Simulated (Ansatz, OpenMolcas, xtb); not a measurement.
## Ligand exchange: BrF + SiH3(BH2) → SiH3Br + BH2F

Species: BrF (bromine fluoride), singlet; SiH3(BH2) (boranylsilane), singlet; SiH3Br `[SiH3]Br`, singlet; BH2F `BF`, singlet. The partners trade F for SiH3: Br–F and B–SiH3 bonds give way to Br–SiH3 and B–F.

Shapes, held fixed at every level: PBE0-D4/def2-TZVP. Programs: Ansatz 0.2.0, OpenMolcas 26.06, xtb 6.7.1. Electronic energies: no zero-point or thermal term.

```json
{"level": "GFN1-xTB", "kind": "semi-empirical", "ΔE (kJ/mol)": "-471.7"}
{"level": "SVWN5/STO-3G", "kind": "LDA", "ΔE (kJ/mol)": "-506.1"}
{"level": "PBE0/STO-3G", "kind": "global hybrid", "ΔE (kJ/mol)": "-474.5"}
{"level": "CAM-B3LYP/STO-3G", "kind": "range-separated hybrid", "ΔE (kJ/mol)": "-472.8"}
{"level": "BCCD(T)/STO-3G", "kind": "coupled cluster or CI", "ΔE (kJ/mol)": "-445.5"}
{"level": "CCSD/STO-3G", "kind": "coupled cluster or CI", "ΔE (kJ/mol)": "-435.4"}
{"level": "CCSDT/STO-3G", "kind": "coupled cluster or CI", "ΔE (kJ/mol)": "-447.1"}
{"level": "FCI/STO-3G", "kind": "exact in the basis", "ΔE (kJ/mol)": "-446.5"}
{"level": "B3LYP/6-31G* (spherical functions)", "kind": "global hybrid", "ΔE (kJ/mol)": "-496.1"}
```

B3LYP/6-31G* (spherical functions) gives ΔE = -496.1 kJ/mol; the levels span -506.1 to -435.4. The median of the levels is -471.7. No measured value is set beside it here. Relativity is left out for Br. Outer-core shells of Br are correlated in most correlated rows, in sets that cover them unevenly. Rows in sets without polarisation functions are far from converged.

The exchange is strongly exothermic at every level, as expected when a weak Br–F bond is given up for a very strong B–F bond. Fluorine's lone pairs weaken its bond to bromine by repulsion, whereas next to boron they donate into the empty p orbital, adding π character to an already strongly polar σ bond. Replacing B–Si by the polar Si–Br bond probably helps as well.

Within STO-3G, all three density functionals make the reaction more exothermic than FCI, SVWN5 most of all. CCSD errs the other way, and including triples removes nearly all of its error. That correction cannot come from BrF, whose only empty orbital in a minimal basis is the σ* and which therefore has no triple excitations. It must reflect a larger triples contribution in the two products than in the boranylsilane.

The B3LYP value differs from the FCI one in both functional and basis, so their gap measures neither effect alone. The exothermicity also says nothing about the barrier to exchange.
